# Disorder-assisted supercollision cooling in graphene

## Statement

Electrons in doped graphene have a Fermi distribution at $T_e$, and the longitudinal acoustic phonons form a bath at $T_L$. Conventions: Dirac velocity $v$; sound velocity $s$; $N=4$ spin-valley flavours; $\nu=k_F/2\pi\hbar v$ is the density of states **per flavour** at $E_F=\hbar vk_F=k_BT_F$; $k_BT_{BG}=2\hbar sk_F$; $g=D/\sqrt{2\rho s^2}$ with an unscreened deformation potential $D$ and areal mass density $\rho$. The disorder consists of $n_i$ point scatterers per area, of strength $u$ (energy × area), each acting on one sublattice and treated in the Born approximation.

1. For $T_{BG}\ll T\ll T_F$, phonon emission assisted by valley-conserving impurity scattering removes the power per area
$$J=A\,(T_e^3-T_L^3),\qquad A=N\zeta(3)\,\frac{g^2\nu^2k_B^3}{\hbar}\,\frac{n_iu^2}{\hbar^2v^2}.\tag{1}$$
2. In terms of a mean free path $\ell$,
$$A=c\,\frac{g^2\nu^2k_B^3}{\hbar\,k_F\ell}.\tag{2}$$
The form given by Song, Reizer and Levitov (2012) has $c=8\zeta(3)=9.62$, which is (1) with $k_F\ell=2\hbar^2v^2/n_iu^2$. The number $c$ is not universal. If a fraction $\eta$ of the transport rate $v/\ell$ comes from single-sublattice scatterers and the rest from smooth scalar disorder, then $c=16\zeta(3)\,\eta=19.2\,\eta$, and 9.62 is the case $\eta=1/2$.
3. With the heat capacity $C_e=\gamma T_e$, $\gamma=\frac{\pi^2}{3}N\nu k_B^2$, and $T_e\gg T_L$,
$$\frac1{T_e(t)}=\frac1{T_0}+\frac{A}{\gamma}\,t ,\tag{3}$$
so that $T_e\to\gamma/At$. If the thermal energy is written $\gamma'T_e^2$, then $C_e=2\gamma'T_e$ and the slope is $A/2\gamma'$.

The mechanism is kinematic. Without disorder a phonon carries at most $q=2k_F$, that is an energy $k_BT_{BG}$. An impurity takes up the recoil, so that phonons of the full thermal energy $k_BT_e$ can be emitted.

## The six-level model

One electron, one impurity and one phonon mode $\mathbf q$ are enough. In one valley $H_0=\hbar v\,\boldsymbol\sigma\cdot\mathbf p$ acts on the sublattice spinor (A, B), and a conduction state of direction $\theta$ is $|\mathbf k\rangle=(1,e^{i\theta})/\sqrt2$. In a sample of area $\mathcal A$ the phonon vertex is the unit matrix times $m$, with $m^2=D^2q^2\hbar/(2\rho\mathcal A\omega)=g^2\hbar\omega/\mathcal A$ and $\omega=sq$. An impurity on sublattice A has the vertex $wP$, with $w=u/\mathcal A$ and $P=(1+\sigma_z)/2$. The levels are:

- $|i\rangle$: electron $\mathbf k$, no phonon;
- block 1: electron $\mathbf k-\mathbf q$ on A or B, one phonon (phonon first, impurity second);
- block 2: electron $\mathbf k'+\mathbf q$ on A or B, no phonon (impurity first, phonon second);
- $|f\rangle$: electron $\mathbf k'$, one phonon.

Take $\mathbf q$ along $x$ and $\Delta=\hbar vq$. In the limit $E_F,\hbar\omega\ll\Delta$ the levels $i$ and $f$ lie at zero, block 1 is $-\Delta\sigma_x$ and block 2 is $+\Delta\sigma_x$. The blocks are not coupled to each other, so they can be eliminated exactly. Their resolvents are $G_{1,2}=(E\mp\Delta\sigma_x)/(E^2-\Delta^2)$, and the coupling between $i$ and $f$ is
$$M(E)=mw\,\langle\mathbf k'|PG_1+G_2P|\mathbf k\rangle .\tag{4}$$
At $E=0$ the two orders of events enter with opposite sign and form a commutator,
$$M=\frac{mw}{\Delta}\langle\mathbf k'|[P,\sigma_x]|\mathbf k\rangle=\frac{mw}{\Delta}\langle\mathbf k'|i\sigma_y|\mathbf k\rangle=\frac{mw}{2\Delta}\left(e^{i\theta}-e^{-i\theta'}\right).\tag{5}$$
Hence $|M|^2=(mw/\Delta)^2\sin^2[(\theta+\theta')/2]$, with the average $\tfrac12(mw/\Delta)^2$ over both angles. A B-site impurity gives the opposite sign and the same modulus. A scalar impurity ($P\to1$) gives zero: only the $\sigma_z$ part of the potential acts.

**Exact spectrum.** For $\theta=\theta'=\pi/2$ the diagonal shifts are equal, $\Sigma_{ii}=\Sigma_{ff}=aE/(E^2-\Delta^2)$ with $a=m^2+w^2/2$, and (4) gives $M=mw(E-i\Delta)/(E^2-\Delta^2)$. The condition $(E-\Sigma_{ii})^2=|M|^2$ is the characteristic equation of the $6\times6$ Hamiltonian,
$$E^2\,(E^2-\Delta^2-a)^2=m^2w^2\,(E^2+\Delta^2),\tag{6}$$
a cubic in $E^2$. For $m=w=0.1\,\Delta$, $a=0.015\,\Delta^2$ and the inner pair of roots is $E=\pm0.00985\,\Delta$, against $\pm mw/\Delta=\pm0.010\,\Delta$ from (5). The relative difference is $-a/\Delta^2$ to leading order, and it vanishes for $\mathcal A\to\infty$. For a scalar impurity the same elimination gives $E^2[(E^2-\Delta^2-m^2-w^2)^2-4m^2w^2]=0$, so the pair stays degenerate at $E=0$ for any coupling strength.

**Finite Fermi momentum.** Keep $E=E_F$, $|\mathbf k|=|\mathbf k'|=k_F$, and neglect $\hbar\omega$ against $\Delta$ (their ratio is $s/v$). Now $G(\mathbf p)=(k_F+\boldsymbol\sigma\cdot\mathbf p)/[\hbar v(k_F^2-p^2)]$, and $\boldsymbol\sigma\cdot\mathbf k|\mathbf k\rangle=k_F|\mathbf k\rangle$ turns the numerators into $2k_F\mp q\sigma_x$. With $x=2k_F/q$,
$$M=\frac{mw}{2\Delta}\,[\,f(\theta)+f(\pi-\theta')\,],\qquad f(\theta)=\frac{e^{i\theta}-x}{1-x\cos\theta}.$$
For $x<1$ the averages $\langle(1-x\cos\theta)^{-1}\rangle=(1-x^2)^{-1/2}$ and $\langle(1-x\cos\theta)^{-2}\rangle=(1-x^2)^{-3/2}$ give $\langle|f|^2\rangle=(1-x^2)^{-1/2}$ and $\langle f\rangle=(\sqrt{1-x^2}-1)/x$. Since the two angles are independent, $\langle|f+f'|^2\rangle=2\langle|f|^2\rangle+2|\langle f\rangle|^2$, and
$$\langle|M|^2\rangle=\frac{m^2w^2}{2\Delta^2}\Phi(x),\qquad \Phi=\frac1{\sqrt{1-x^2}}+\frac{(1-\sqrt{1-x^2})^2}{x^2}=1+\tfrac34x^2+\dots\tag{7}$$
For example $\Phi(0.6)=1.36$. The integrable divergence at $q=2k_F$ marks the point where an intermediate state becomes real and the ordinary momentum-conserving process sets in.

## Proof of the cooling law

The impurities sit at random positions and each absorbs the momentum $\mathbf k'+\mathbf q-\mathbf k\neq0$, so their $n_i\mathcal A$ contributions add as probabilities. The golden rule for emission minus absorption gives
$$J=\frac{N}{\mathcal A}\sum_{\mathbf k\mathbf k'\mathbf q}\frac{2\pi}{\hbar}\,n_i\mathcal A|M|^2\,\hbar\omega\,\big[f_k(1-f_{k'})(n_L+1)-f_{k'}(1-f_k)n_L\big]\,\delta(\varepsilon_k-\varepsilon_{k'}-\hbar\omega),$$
where $f_k$ is the Fermi function and $n_{L}$, $n_e$ are Bose functions of $\hbar\omega$ at $T_L$, $T_e$. The identity $f_k(1-f_{k'})=n_e\,(f_{k'}-f_k)$ and its partner $f_{k'}(1-f_k)=(n_e+1)(f_{k'}-f_k)$ turn the bracket into $(f_{k'}-f_k)(n_e-n_L)$, and $\int d\varepsilon\,[f(\varepsilon-\hbar\omega)-f(\varepsilon)]=\hbar\omega$. With $\sum_{\mathbf k}\to\mathcal A\nu\int d\varepsilon\langle\cdot\rangle_\theta$, $\sum_{\mathbf q}\to\mathcal A\int q\,dq/2\pi$ and $\Phi=1$, all factors of $\mathcal A$ cancel:
$$J=N\nu^2\frac{2\pi}{\hbar}\int\frac{q\,dq}{2\pi}\;\frac{g^2\hbar\omega\,n_iu^2}{2\hbar^2v^2q^2}\,(\hbar\omega)^2(n_e-n_L)=\frac{Ng^2\nu^2}{2\hbar}\frac{n_iu^2}{\hbar^2v^2}\int_0^\infty d\epsilon\,\epsilon^2(n_e-n_L).$$
The last step uses $dq/q=d\epsilon/\epsilon$ with $\epsilon=\hbar sq$. The integral $\int_0^\infty y^2dy/(e^y-1)=2\zeta(3)$ yields (1). The exponent can be read off: the phase space $q\,dq$ gives two powers of $T$, the vertex $m^2$, the energy carried and the Fermi window give one each, and the energy denominator $\Delta^{-2}$ removes two, which leaves $T^3$.

## The coefficient and the mean free path

For one valley $|\langle\mathbf k'|P|\mathbf k\rangle|^2=1/4$ at all angles, so the transport rate is $v/\ell=(2\pi/\hbar)\nu\,n_iu^2/4$, or $k_F\ell=4\hbar^2v^2/n_iu^2$. Inserted in (1) with $N=4$ this gives $c=16\zeta(3)$.

An atomically sharp site potential also scatters between valleys, with the same modulus $1/4$. That doubles the rate and gives $k_F\ell=2\hbar^2v^2/n_iu^2$, the relation behind $c=8\zeta(3)$. The intervalley supercollision then exists as well. In the other valley $H_0=\hbar v(-\sigma_xp_x+\sigma_yp_y)$, the final state is $(1,-e^{-i\theta'})/\sqrt2$, and block 2 becomes $-\Delta\sigma_x$. The amplitude is $(mw/2\Delta)(e^{i\theta}-e^{i\theta'})$, whose mean square is again $\tfrac12(mw/\Delta)^2$. Counting both channels in $J$ and in $\ell$ restores $16\zeta(3)$; counting the second channel in $\ell$ alone gives $8\zeta(3)$.

More generally, take uncorrelated intravalley short-range disorder of scalar strength $\Gamma_0$ and $\sigma_z$ strength $\Gamma_z$ (concentration times squared amplitude). The transport weights, with $\vartheta$ the scattering angle, are $\langle\cos^2\frac\vartheta2(1-\cos\vartheta)\rangle=\frac14$ and $\langle\sin^2\frac\vartheta2(1-\cos\vartheta)\rangle=\frac34$, so $k_F\ell=4\hbar^2v^2/(\Gamma_0+3\Gamma_z)$. In (1), $n_iu^2$ is replaced by $4\Gamma_z$, because $[\sigma_z,\sigma_x]=2[P,\sigma_x]$. Therefore $c=64\zeta(3)\,\Gamma_z/(\Gamma_0+3\Gamma_z)$. Single-sublattice scatterers have $\Gamma_0=\Gamma_z$, and $c=8\zeta(3)$ corresponds to $\Gamma_0=5\Gamma_z$. Scalar disorder shortens $\ell$ without adding to the $T^3$ term, which is the origin of the factor $\eta$. A value of $k_F\ell$ taken from the conductivity fixes $A$ only together with an assumption on the type of disorder.

## Time dependence

Energy balance reads $\gamma T_e\,\dot T_e=-A(T_e^3-T_L^3)$. For $T_L\to0$ it is $d(1/T_e)/dt=A/\gamma$, which is (3). In terms of the dimensionless coupling $\lambda=g^2\nu$,
$$\frac A\gamma=\frac{3c}{4\pi^2}\,\frac{\lambda}{k_F\ell}\,\frac{k_B}{\hbar}.$$
For finite $T_L$ put $\Theta=T_e/T_L$ and $\tau=\gamma/AT_L$. The partial fractions $\frac{\Theta}{\Theta^3-1}=\frac13\left[\frac1{\Theta-1}-\frac{\Theta-1}{\Theta^2+\Theta+1}\right]$ integrate to
$$\frac t\tau=\mathcal G(\Theta_0)-\mathcal G(\Theta),\qquad \mathcal G=\tfrac13\ln(\Theta-1)-\tfrac16\ln(\Theta^2+\Theta+1)+\tfrac1{\sqrt3}\arctan\frac{2\Theta+1}{\sqrt3}.\tag{8}$$
For $\Theta\gg1$, $\mathcal G'\to\Theta^{-2}$ and (3) returns. For $\Theta\to1$ the first logarithm dominates and the decay is exponential with the time constant $\tau/3=\gamma/3AT_L$.

## The competing direct channel

Without the impurity, $\hbar\omega=2\hbar sk_F\sin(\vartheta/2)$ and the spinor overlap is $\cos^2(\vartheta/2)$. The same golden-rule steps give $J_0=N\nu^2(2\pi/\hbar)g^2\langle\cos^2\frac\vartheta2\,(\hbar\omega)^3(n_e-n_L)\rangle$. With both temperatures above $T_{BG}$, $n_e-n_L\approx k_B(T_e-T_L)/\hbar\omega$, and $\langle\sin^2\vartheta\rangle=\frac12$ leads to
$$J_0=B\,(T_e-T_L),\qquad B=\pi Ng^2\nu^2\hbar s^2k_F^2k_B .$$
For small overheating the channels compare as $3AT^2$ to $B$ and are equal at
$$T_*=T_{BG}\sqrt{\pi k_F\ell/3c}.\tag{9}$$
The cubic law therefore needs $T>T_*$ as well as $T>T_{BG}$. For $k_F\ell=10$ and $c=9.62$, $T_*=1.04\,T_{BG}$, and the two conditions nearly coincide.

## Numbers for graphene on SiO₂

Inputs: typical values $v=10^6$ m/s, $s=2\times10^4$ m/s, $\rho=7.6\times10^{-7}$ kg/m² and $D=20$ eV (approximate, and uncertain by tens of per cent), with the assumed density $n=2\times10^{12}$ cm⁻², $k_F=\sqrt{\pi n}$, $k_F\ell=10$ and $\eta=1/2$. The conductivity $\sigma=(2e^2/h)k_F\ell$ then corresponds to a mobility of $2.4\times10^3$ cm²/V s.

| quantity | model value |
|---|---|
| $k_F$ | 0.251 nm⁻¹ |
| $\ell$ | 40 nm |
| $E_F$, $T_F$ | 165 meV, 1915 K |
| $T_{BG}$, $T_*$ | 77 K, 80 K |
| $\nu$ | 0.0606 eV⁻¹ nm⁻² |
| $g^2$ | 0.105 eV nm² |
| $\lambda$ | $6.4\times10^{-3}$ |
| $A$ | 0.058 W m⁻² K⁻³ |
| $B$ | $1.1\times10^{3}$ W m⁻² K⁻¹ |
| $\gamma$ | $9.5\times10^{-10}$ J m⁻² K⁻² |
| $A/\gamma$ | $6.1\times10^{7}$ K⁻¹ s⁻¹ |

For $\eta=1$, $A$ and $A/\gamma$ double. The window of validity is narrow at any density, since $T_F/T_{BG}=v/2s=25$.

*Small overheating at $T_L=300$ K.* Supercollisions exceed the direct channel by $(T/T_*)^2=14$. The relaxation time is $\gamma/3AT_L=18$ ps, against $\gamma T_L/B=0.26$ ns for the direct channel alone and 17 ps for both together.

*Cooling from 300 K to 150 K.* Law (3) gives 55 ps. With the lattice at 100 K, $\tau=164$ ps and $\mathcal G(3)-\mathcal G(1.5)=0.390$, so (8) gives 64 ps. Adding $J_0$ replaces $\Theta^3-1$ by $(\Theta-1)(\Theta^2+\Theta+1+b)$ with $b=B/AT_L^2=1.92$, and the integral gives 50 ps. The warm lattice and the direct channel shift the time in opposite directions, so a transient that follows $1/t$ closely over one octave does not by itself isolate $A/\gamma$.

## Size of the neglected terms

**Finite $k_F$.** Phonons with $q>2k_F$, weighted by (7), change the $T_e^3$ term by the factor
$$\mathcal R=\frac1{2\zeta(3)}\int_{y_0}^\infty\frac{y^2\,\Phi(y_0/y)}{e^y-1}dy=1+\frac{y_0^2}{2\zeta(3)}\left[\frac34\ln\frac2{y_0}-\frac5{16}\right]+O(y_0^3),\qquad y_0=\frac{T_{BG}}{T_e}.$$
The substitution $y=y_0\cosh\beta$ removes the singularity, and the expansion follows by separating $1+\frac34x^2$ from $\Phi$ and using $n\approx1/y$ in the remainder. Phonons with $q<2k_F$ belong to $J_0$. The disorder correction to $J_0$, expected to be of relative order $1/k_F\ell$ and thus of order $y_0^2$ on the scale of $J$, lies outside the six-level model.

**Incomplete degeneracy.** With $\nu\propto\varepsilon$ and $n_iu^2$ fixed, $E_F^2\hbar\omega$ is replaced by $\int d\varepsilon\,\varepsilon(\varepsilon-\hbar\omega)[f(\varepsilon-\hbar\omega)-f(\varepsilon)]=\hbar\omega[\mu^2+\delta-(\hbar\omega)^2/6]$, with $\delta=\pi^2k_B^2T_e^2/3$. Fixed density means $\mu^2+\delta=E_F^2$ up to exponentially small terms. The weight $y^2/(e^y-1)$ has $\langle y^2\rangle=12\zeta(5)/\zeta(3)$, so $J$ changes by $-[2\zeta(5)/\zeta(3)](T_e/T_F)^2=-1.73\,(T_e/T_F)^2$. The electron energy is proportional to $\mu^3/3+\delta\mu$, and its derivative at fixed density changes $C_e$ by $-(\pi^2/2)(T_e/T_F)^2$ relative to $\gamma T_e$.

**Lattice structure.** The same weight has $\langle y\rangle=3\zeta(4)/\zeta(3)=2.70$. At 300 K this means $q=5.3$ nm⁻¹ and $\Delta=3.5$ eV, beyond the linear part of the $\pi$ bands. In nearest-neighbour tight binding with hopping $t_0$, bond length $a_0\approx0.142$ nm and $\hbar v=3t_0a_0/2$, the factor $\Delta^{-2}$ becomes the angular average of $|t_0S|^{-2}$, with $S=\sum_{j=0}^2e^{2\pi ij/3}e^{iz\cos(\phi-2\pi j/3)}$ and $z=qa_0$. The Bessel expansion $|S|\approx3|J_1+iJ_2e^{-3i\phi}|$ has $\langle|S|^{-2}\rangle\approx[9(J_1^2-J_2^2)]^{-1}$, a relative change of $+\frac5{16}z^2$. Thermally averaged it is $[15\zeta(5)/4\zeta(3)](k_BT_ea_0/\hbar s)^2$. The bending of the phonon branch and the $q$ dependence of the vertex enter at the same order in $z$ and are not included.

| relative change, leading order except first row | 300 K | 150 K |
|---|---|---|
| $J$, finite $k_F$ ($\mathcal R-1$, full integral) | +3 % | +8 % |
| $J$, degeneracy | −4 % | −1 % |
| $C_e$, degeneracy | −12 % | −3 % |
| $J$, $\pi$-band shape | +25 % | +6 % |
| $J_0/J$ at $T_L=100$ K | 15 % | 40 % |

At the cold end the direct channel is the main rival, and at the warm end the continuum treatment of the intermediate states is the weakest step. Two figures in $A$ and in the times are the most that the model supports, and the second is uncertain.

## Model and general statement

The six levels contain every factor of the matrix element: the cancellation of the two orders of events, the survival of the $\sigma_z$ part, the $1/\Delta$ denominator and the angular factor $\frac12$. The general law adds only the Fermi window and the Bose integral $2\zeta(3)$. The exponent 3 and the $1/t$ decay hold for any short-range disorder with a part that does not commute with $\boldsymbol\sigma\cdot\mathbf q$. The prefactor depends on the disorder type, and Born theory excludes resonant scatterers, for which $u$ must be replaced by an energy-dependent T matrix.

The values $A=0.058$ W m⁻² K⁻³ and $A/\gamma=6.1\times10^7$ K⁻¹ s⁻¹ are the model's. Cubic-law coefficients typical of disordered graphene on SiO₂ are roughly an order of magnitude larger, so the model with $D=20$ eV underestimates the cooling power and overestimates the cooling times by about that factor. Since $A\propto\eta D^2/k_F\ell$, a larger effective coupling or a larger active fraction narrows the gap. Near room temperature, optical phonons of the sheet and polar surface phonons of the oxide open further channels that the model omits.